**Question: Is the unrelaxed Schottky energy of ZnS one lattice energy or two?**

I treat zinc-blende ZnS as a fully ionic crystal, Zn²⁺S²⁻, with Madelung constant $\alpha = 1.6381$, point charges and a repulsion between nearest neighbours. Pulling either ion out of the rigid lattice seems to cost the whole lattice energy per formula unit. A Schottky defect has two vacancies, so I would add the two costs. Is that the formation energy?

---

**Answer**

No. The sum is the cost of sending two ions into the vacuum, and the Schottky energy is half of it. The tempting calculation comes first, and **its result is wrong**.

### Conventions

- $r_0$ is the nearest-neighbour distance, and $\alpha$ is referred to it. In zinc blende $r_0=\sqrt3\,a/4$, and each ion has 4 unlike neighbours.
- The charges are $\pm ze$ with $z=2$, and $A\equiv\alpha z^2e^2/4\pi\varepsilon_0$.
- $U_L>0$ is the energy per formula unit needed to disperse the static crystal into free ions at rest.
- "Unrelaxed" means that no ion moves or polarises. The two vacancies are infinitely far apart.
- The electrostatic potential has zero mean over the cell (Ewald convention). Inversion through a bond midpoint swaps the sublattices, so the two site potentials are equal and opposite. A surface dipole would shift the two removal energies by opposite amounts and leave their sum unchanged.

Inputs: a typical lattice constant $a\approx5.41$ Å and an assumed Born exponent $n=9$. With $e^2/4\pi\varepsilon_0=14.400$ eV Å,

$$r_0=2.3426\ \text{Å},\qquad \frac{z^2e^2}{4\pi\varepsilon_0r_0}=24.59\ \text{eV},\qquad \frac{A}{r_0}=40.28\ \text{eV}.$$

### The attempt (wrong result)

**(1) Lattice energy.** There are 4 bonds per formula unit, so
$$E(r)=-\frac{A}{r}+\frac{4b}{r^n}.$$
The condition $E'(r_0)=0$ gives $4b/r_0^n=A/(nr_0)$, hence
$$U_L=-E(r_0)=\frac{A}{r_0}\Big(1-\frac1n\Big)=40.28-4.48=35.80\ \text{eV}.$$

**(2) Removing one ion.** The ion loses its Coulomb interaction with all others, $-A/r_0$, and its 4 repulsive contacts, $4b/r_0^n$. The work to take it to infinity is
$$W_{\rm Zn}=W_{\rm S}=\frac{A}{r_0}-\frac{4b}{r_0^n}=U_L .$$

**(3) Schottky pair.**
$$E_S \overset{\text{wrong}}{=} W_{\rm Zn}+W_{\rm S}=2U_L=71.6\ \text{eV}.$$

### The symptom

Write out the reaction whose energy line (3) computes, in Kröger–Vink notation:
$$\mathrm{Zn_{Zn}^{\times}+S_S^{\times}\to V_{Zn}''+V_S^{\bullet\bullet}+Zn^{2+}(g)+S^{2-}(g)}.$$
The crystal has lost a formula unit. The mass-action law of this reaction contains the pressures of two gaseous ions, so a Boltzmann factor of 71.6 eV alone does not fix the vacancy product. Schottky disorder is an internal equilibrium of a crystal that keeps its ions, and $[\mathrm{V_{Zn}''}][\mathrm{V_S^{\bullet\bullet}}]$ depends on temperature alone at given total pressure.

A bond count shows the mismatch as a number. Compare two crystals with the same ions, one perfect and one with a separated vacancy pair. Each vacancy leaves 4 neighbours short of one contact, which makes 8 unsatisfied bond ends. A bond has two ends, so the defective crystal has 4 bonds fewer. Line (3) drops the repulsion of 8 bonds, twice as many as are missing.

### The faulty line

Lines (1) and (2) are right, although (2) looks suspicious, since one ion costs as much as a formula unit. For pair interactions $V_{ij}$, define the site sum $s_i=\sum_{j\ne i}V_{ij}$. The total energy counts each pair once, $E_{\rm tot}=\tfrac12\sum_i s_i$, so
$$-U_L=\tfrac12\,(s_{\rm Zn}+s_{\rm S}),\qquad W_i=-s_i,\qquad W_{\rm Zn}+W_{\rm S}=2U_L .$$
Removal from the bulk breaks every interaction of the ion, with no factor $\tfrac12$. The sum rule holds for any pair potential. The separate equalities $W_{\rm Zn}=W_{\rm S}=U_L$ need $s_{\rm Zn}=s_{\rm S}$, which holds for Coulomb plus unlike-neighbour repulsion. Unequal cation–cation and anion–anion terms would split them.

Line (3) is the faulty one. It stops with the ions at infinity and omits the step that brings them back to the surface.

### The mended calculation

The Schottky reaction conserves ions and creates two sites:
$$\mathrm{Zn_{Zn}^{\times}+S_S^{\times}\to V_{Zn}''+V_S^{\bullet\bullet}+ZnS\,(\text{new lattice sites})}.$$
The two ions are attached at a kink on a surface step. The kink moves along by one repeat, the surface looks as before, and the perfect crystal has grown by one formula unit. Its energy $-NU_L+E_{\rm surf}$ becomes $-(N+1)U_L+E_{\rm surf}$, so the gain is exactly $U_L$. In total energies, $N$ formula units now occupy $N+1$ pairs of sites:
$$E_S=\big[-(N+1)U_L+W_{\rm Zn}+W_{\rm S}\big]-\big[-NU_L\big]=2U_L-U_L=U_L ,$$
$$\boxed{E_S^{\rm unrelaxed}=\frac{\alpha z^2e^2}{4\pi\varepsilon_0r_0}\Big(1-\frac1n\Big)=35.8\ \text{eV}}$$
The bond count now closes, with 8 contacts broken and 4 remade.

An alternating chain of charges $\pm q$ with spacing $d$ shows the same thing for the long-range part. In units of $q^2/4\pi\varepsilon_0d$, an interior ion has $s=-2\sum_{k\ge1}(-1)^{k+1}/k=-2\ln2$, so the Coulomb binding per pair is $2\ln 2$ and two removals cost $4\ln2$. An ion added at the end sees only one half-chain and gains $\ln2$. Two of them gain $2\ln2$, and $2\ln2$ remains.

For Born–Mayer repulsion, $E(r)=-A/r+4b'e^{-r/\rho}$, the condition $E'(r_0)=0$ gives $4b'e^{-r_0/\rho}=A\rho/r_0^2$. Then $U_L=(A/r_0)(1-\rho/r_0)$, and the rest is unchanged.

### Size of the error for ZnS

The exponent can also be fitted to a bulk modulus. With $v=a^3/4=39.59$ Å$^3$ per formula unit, $K=v\,d^2E/dv^2=(n-1)A/(9vr_0)$. A typical $K\approx77$ GPa, or $0.4806$ eV/Å$^3$, gives $n=5.25$.

| repulsion | correct $E_S=U_L$ (eV) | wrong $2U_L$ (eV) |
|---|---|---|
| $n=9$, assumed | 35.8 | 71.6 |
| $\rho\approx0.345$ Å, typical, $\rho/r_0=0.147$ | 34.3 | 68.7 |
| $n=5.25$, fitted to $K$ | 32.6 | 65.2 |

The slip adds one full $U_L$, a factor of 2 in every row, about ten times the 3.2 eV spread among the three repulsions. For equal numbers of the two vacancies, and without vibrational entropy, the site fraction is $x=e^{-E_S/2k_BT}$, so the slip squares $x$. At 1000 K, where $k_BT=0.0862$ eV, the $n=9$ row gives $x\sim10^{-90}$ and the wrong energy gives $10^{-180}$.

### What the rigid lattice leaves out

These are the model's numbers, and two neglected terms are comparable with them.

*Vacancy–vacancy attraction.* If both ions are removed from sites a distance $D$ apart, their mutual interaction is counted in both site sums, and $E_S(D)=U_L+V_{\rm ZnS}(D)$. Beyond nearest neighbours $V_{\rm ZnS}=-z^2e^2/4\pi\varepsilon_0D$, unscreened in a rigid lattice, which is still $-2.9$ eV at $D=20$ Å. For adjacent sites the shared contact has repulsion $b/r_0^n=1.12$ eV, and $35.80-24.59+1.12=12.3$ eV. A supercell test of $E_S=U_L$ must correct for this term and for its periodic images.

*Polarisation.* Each vacancy carries an effective charge of magnitude $ze$. Treat the crystal outside a cavity of radius $r_c$ as a dielectric of static constant $\varepsilon$. At fixed charge, the field energy outside the cavity falls by
$$\Delta=\Big(1-\frac1\varepsilon\Big)\int_{r_c}^\infty\frac{1}{2\varepsilon_0}\Big(\frac{ze}{4\pi r^2}\Big)^2 4\pi r^2\,dr=\frac{z^2e^2}{8\pi\varepsilon_0r_c}\Big(1-\frac1\varepsilon\Big).$$
With the assumed $r_c=r_0$ and a typical $\varepsilon\approx8.3$, $\Delta\approx11$ eV per vacancy and about 22 eV per pair. This leaves about 14 eV for $n=9$, a crude figure because it scales with the arbitrary $1/r_c$ and ignores the discrete near neighbours. The return to the surface is unaffected by it, so the slip still adds 35.8 eV and would give about 50 eV, a factor of 3.5 too high.

As typical knowledge and not as a measurement, the Schottky pair energy of real ZnS is roughly 5 to 7 eV. The unrelaxed ionic model therefore lies too high by a factor of about 5 to 7, through the missing relaxation and the partly covalent bonding of the tetrahedral crystal, and the slip doubles that overshoot.